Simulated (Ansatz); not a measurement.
Strength of the Si–C bond: C3H10Si → C2H7Si + CH3

Species: C3H10Si `CC[SiH2]C`, singlet; C2H7Si `CC[SiH2]`, doublet; CH3 (methyl radical) `[CH3]`, doublet. 

Shapes, held fixed at every level: PBE0-D4/def2-TZVP. Flexible molecules stand in one conformer, not always the lowest. Programs: Ansatz 0.2.0. The zero-point and thermal change to 298 K, harmonic and unscaled (PBE0-D4/def2-TZVP), is -17.1 kJ/mol.

```tsv
level	kind	ΔH(298 K) (kJ/mol)	CPU time (sum over the molecules)
SPW92/def2-TZVPP	LDA	+422.7	11 s
r2SCAN-D4/def2-TZVPP	meta-GGA	+346.6	42 s
r2SCAN0-D4/def2-TZVPP	global hybrid	+346.8	41 s
wB97X-V/def2-TZVPP	range-separated hybrid	+382.4	63 s
B2PLYP/def2-TZVPP	double hybrid	+360.0	40 s
CCSD/def2-SVP	coupled cluster or CI	+348.0	–
MP2/def2-TZVPP	perturbation theory	+380.0	–
```

MP2/def2-TZVPP gives ΔH(298 K) = +380.0 kJ/mol; the levels span +346.6 to +422.7. The median of the levels is +360.0. No measured value is set beside it here. Open shells run unrestricted unless RO is named. Times are processor times on shared x86 and Arm servers, and rough.

Breaking the Si–CH3 bond is strongly endothermic at every level, as expected for a polar σ bond whose electron pair is split between two radicals. Neither fragment offers much compensation: the unpaired electron stays largely on silicon in the pyramidal silyl radical and on carbon in the planar methyl radical, with no π system to delocalise it. The negative thermal correction reflects the loss of zero-point energy as the Si–C stretch and the methyl rocking modes become free motion of the fragments.

The LDA value of +422.7 kJ/mol shows the familiar overbinding. Exact exchange hardly matters within the r2SCAN pair, at +346.6 and +346.8 kJ/mol, but that agreement doesn't establish accuracy. Nor does the nearby CCSD value confirm it, since the small basis and missing triples probably both weaken the bond. The calculations support a strong covalent bond, but don't settle its strength closely enough for quantitative kinetics. They also don't show whether methyl loss is favoured over cleavage of the Si–ethyl or Si–H bonds.
